Put gallium in place of every fourth aluminium atom of aluminium nitride, in a regular pattern, and the result is Al₃GaN₄, whose repeating cell has eight distinct sites. A density-functional calculation gives the electron distribution around each of them. The table shows six sites and leaves two open. Can the two be worked out from the six, and what must one know about a site to do so?

Al3GaN4, 8 atoms in the cell, space group Pm (6), conventional a = 5.038, b = 3.125, c = 5.410 Å, 10.65 Å³ an atom. Loewdin populations of the shells that the datasets hold (zero for a shell they lack, f left out), summed by atom and angular momentum; Bader charges and volumes from the same calculation, at fixed atoms. Ansatz 0.2.0, plane-wave PAW, scalar-relativistic; functional r2SCAN; no spin polarisation; cutoff 500 eV; k mesh 6×8×4.

| row | element | s electrons (e) | p electrons (e) | d electrons (e) | Bader charge (e) | Bader volume (Å³) |
| --- | --- | --- | --- | --- | --- | --- |
| 1 | Al | 0.54 | 1.30 | 0.00 | 2.49 | 3.79 |
| 2 | ? | ? | ? | ? | ? | ? |
| 3 | Al | 0.54 | 1.31 | 0.00 | 2.48 | 3.84 |
| 4 | Ga | 0.78 | 1.44 | 9.98 | 1.65 | 8.96 |
| 5 | N | 1.41 | 4.60 | 0.00 | -2.28 | 16.26 |
| 6 | ? | ? | ? | ? | ? | ? |
| 7 | N | 1.41 | 4.54 | 0.00 | -2.07 | 14.95 |
| 8 | N | 1.41 | 4.60 | 0.00 | -2.27 | 16.19 |

The Bader charge comes from cutting the crystal into one region per atom, along surfaces where the electron density is lowest between neighbours, and counting the electrons in each region. A positive value means that the atom has lost electrons. The Bader volume is the size of the region. The s, p and d electrons come from a different count, named after Löwdin, which assigns the electrons to atomic orbitals instead of to regions of space.

The formula calls for one more aluminium and one more nitrogen. The rows are grouped by element, so row 2 is aluminium and row 6 is nitrogen. Aluminium looks easy: the two known atoms agree to 0.01 e. Nitrogen is harder, because row 7 is clearly less negative than rows 5 and 8.

The clue lies in the metals. Gallium carries a charge of only +1.65, against about +2.5 for aluminium, so it gives up less of its valence charge. The usual chemical explanation is gallium's filled 3d shell, which screens the nucleus poorly and leaves the outer electrons more tightly bound than in aluminium. The table shows the difference in charge but does not test this cause. Whatever the cause, a nitrogen atom next to gallium should receive less than one surrounded by aluminium alone.

How many gallium neighbours does each nitrogen have? The lattice ratios and the fourfold coordination fit the wurtzite structure, in which a nitrogen atom has three bonds to one metal layer and a single bond to the next. Here one layer has alternating rows of gallium and aluminium, and the other has aluminium only. A nitrogen with three bonds to the mixed layer touches two gallium atoms or one; a nitrogen with a single bond to it touches one or none. The four nitrogen sites therefore have two, one, one and no gallium neighbours.

Geometry supplies this set of counts, but site-by-site neighbour lists are not given, so the charges must say which row is which. Rows 5 and 8 are nearly equal and should have one gallium neighbour each. Row 7, the least negative, should have two. That leaves row 6 with none.

The simplest model lets each metal atom give an equal share of charge to each of its four nitrogen neighbours. It has two constants, one for an Al–N bond and one for a Ga–N bond, fitted to the six known charges. They come out at 0.621 and 0.413 e, and the typical error of the fit is below 0.01 e. For row 6, which was not part of the fit, four Al–N bonds give 4 × 0.621 ≈ 2.48 e gained.

The fluoromethanes are a simpler case of the same reasoning. Each fluorine that replaces a hydrogen in methane draws more electron charge from the carbon, so counting fluorine atoms already ranks the carbon charges. Here, counting gallium atoms ranks the nitrogen charges. The likeness ends there: a fluorine atom is bonded to one carbon, whereas each metal atom in the crystal divides its charge among four nitrogen atoms.

Volume follows the same logic. Aluminium keeps only about half a valence electron in its region, which shrinks towards the ion core. Gallium keeps more than one, besides its 3d shell, and takes up space that nitrogen would otherwise fill. A nitrogen without gallium neighbours should therefore have the largest region. Its size follows from the cell volume, once the known regions and a typical aluminium region are subtracted.

The p electrons give a separate handle. From one gallium neighbour to two, nitrogen's count falls from 4.60 to 4.54, so with none it should rise by about the same step. The forecasts are:

- **Row 2, aluminium like the others:** Bader charge +2.485 ± 0.03 e, volume 3.8 ± 0.1 Å³, s electrons 0.54 ± 0.01, p electrons 1.305 ± 0.02.
- **Row 6, the most negative and largest site:** Bader charge −2.485 ± 0.03 e, volume 17.4 ± 0.2 Å³, s electrons 1.41 ± 0.02, p electrons 4.66 ± 0.03.

The d count should be zero in both rows, but only because the datasets hold no d shell for these two elements, so the Löwdin count has none to fill.

The withheld rows as computed:

| row | element | s electrons (e) | p electrons (e) | d electrons (e) | Bader charge (e) | Bader volume (Å³) |
| --- | --- | --- | --- | --- | --- | --- |
| 2 | Al | 0.54 | 1.30 | 0.00 | 2.48 | 3.82 |
| 6 | N | 1.41 | 4.67 | 0.00 | -2.48 | 17.37 |

Every value falls within its range. Against the rounded values in the table, the two charges miss by 0.005 e each, the p electrons by at most 0.01 e and the volumes by at most 0.03 Å³, while the s and d counts agree to the digits shown. Misses this small are comparable with the rounding of the numbers that went in, so they need no explanation.

The hits are not all separate successes. The cell is neutral and the six known charges add up to zero, so the two hidden ones had to cancel. Once row 2 proved to be an ordinary aluminium atom, the charge of row 6 was settled, with or without a picture of bonds. The volume of row 6 was tied to that of row 2 in the same way.

The bond picture has better support elsewhere. Neutrality fixes the total charge on nitrogen but not its division among the sites. If each metal atom shares equally among four bonds, swapping one aluminium neighbour for gallium should cost a nitrogen a quarter of the difference between the two metals, about 0.21 e. The step from one gallium neighbour to two is 0.205 e. The p electrons of row 6, which neutrality does not fix, also rose as forecast.

Bond counting can be tried on the volumes too, without using the size of the cell. It gives 17.5 Å³ for row 6, less than 1 % above the computed value. Treating the nitrogen atoms as alike does much worse: the average of the three known charges misses row 6 by 0.27 e. The element alone is thus enough for aluminium here, whereas nitrogen also needs its neighbours.

How large the charges are depends on how electrons are counted. Aluminium's charge is about +2.5 in the Bader count but only about +1.2 in the Löwdin count, which divides the overlapping density between aluminium and nitrogen orbitals. Neither is an oxidation state, and a Bader volume is not an ionic size. Both counts make gallium less positive than aluminium, and both leave nitrogen with less charge when it has more gallium neighbours. The printed output below gives the fit and each miss.

The analysis program printed:

```
Lattice ratio c/b (ideal wurtzite cell 1.732): 1.731
Sum of the six known Bader charges (e): 1.776e-15
fit of qb on 6 rows: coefficient of bAl 0.6212 +/- 0.00074, coefficient of bGa 0.4126 +/- 0.0012; rms 0.00426, worst 8 -0.00618, leave-one-out rms 0.00584
  rows outside the fit (model, value, miss): 2 2.485, 2.48, 0.00471; 6 -2.485, -2.48, -0.00471
Quarter of the Al minus Ga Bader charge (e per bond): 0.2088
Bader charge change of N from one to two Ga neighbours (e): 0.205
Rival forecast for row 6, average of known N charges (e): -2.207
Miss of that rival, forecast less computed (e): 0.2733
Valence electrons left in the Al basin, known rows (e): 0.515
Valence electrons left in the Ga basin, 3d not counted (e): 1.35
Volume left for rows 2 and 6 together (A^3): 21.21
Volume forecast for row 2 (A^3): 3.815
Volume miss for row 2, forecast less computed (A^3): -0.005
Volume forecast for row 6 from the cell volume (A^3): 17.4
Volume miss for row 6, forecast less computed (A^3): 0.025
Volume of row 6 by bond counting instead (A^3): 17.51
p electrons forecast for row 2 (e): 1.305
p electrons miss for row 2, forecast less computed (e): 0.005
p electrons forecast for row 6 (e): 4.66
p electrons miss for row 6, forecast less computed (e): -0.01
s electrons miss for row 2, forecast less computed (e): 0
s electrons miss for row 6, forecast less computed (e): 0
Loewdin charge of Al, known rows (e): 1.155
Loewdin charge of Ga (e): 0.8
```
